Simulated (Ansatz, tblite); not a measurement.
How methods differ on SnSiH6O (SMILES [SiH3][O][SnH3])

The species is SnSiH6O (9 atoms), meant as a singlet with charge 0. SMILES: `[SiH3][O][SnH3]`. The shape is that of a PBE0-D4/def2-TZVP optimisation.

Quantity: the vertical energy of the triplet above the singlet, in eV. The values are calculated.

```tsv
level	kind	program	value (eV)	less CCSD(T)/def2-SVP	CPU time (all runs)
GFN1-xTB	semi-empirical	tblite	6.72	+0.17	under 2 s
HF/def2-SVP (core potential)	Hartree–Fock	Ansatz	6.20	-0.35	15 s
BLYP/def2-SVP (core potential)	GGA	Ansatz	5.52	-1.03	18 s
BHLYP/def2-SVP (core potential)	global hybrid	Ansatz	6.29	-0.26	24 s
wB97M-V/def2-SVP (core potential)	range-separated hybrid	Ansatz	6.38	-0.17	2.8 min
B2PLYP/def2-SVP (core potential)	double hybrid	Ansatz	6.38	-0.17	34 s
RPA@PBE/def2-SVP (core potential)	RPA	Ansatz	6.16	-0.39	35 s
RPA@PBE0/def2-SVP (core potential)	RPA	Ansatz	6.46	-0.09	43 s
MP2/def2-SVP (core potential)	perturbation theory	Ansatz	7.10	+0.55	12 s
CCSD(T)/def2-SVP (core potential)	coupled cluster or CI	Ansatz	6.55	0.00	90 s
```

CCSD(T)/def2-SVP (core potential) is the highest level here, not the true value. Spin-orbit coupling is left out. The values span 5.52 to 7.10 eV. A triplet this far above the singlet is often a Rydberg-like or dissociative state; sets without diffuse functions put Rydberg states too high. In the correlated wave-function rows the outer d shell of Sn is correlated, in sets not made for it. CPU times are rough (shared hosts, several kinds of processor and program).

Every method places the triplet well above the singlet at this geometry, as expected for a saturated, closed-shell molecule with no low-lying π* orbital. The electron probably leaves an oxygen lone pair, mixed with σ-bonding character, for an antibonding orbital with substantial Sn–O or Sn–H weight. Tin's diffuse valence orbitals and weaker bonds make such an acceptor more accessible than its silicon counterpart.

BLYP gives the smallest gap, 5.52 eV, and MP2 the largest, 7.10 eV. Hartree–Fock lies below CCSD(T) and MP2 above it, probably because electron-pair correlation favours the singlet and second-order theory overshoots that contribution. Exact exchange alone does not order the results, since BHLYP lies above Hartree–Fock. RPA@PBE0 comes closest to CCSD(T), but the lower RPA@PBE value shows that this agreement depends on the reference orbitals. These vertical energies do not give the relaxed triplet's energy or show which bond would weaken first.
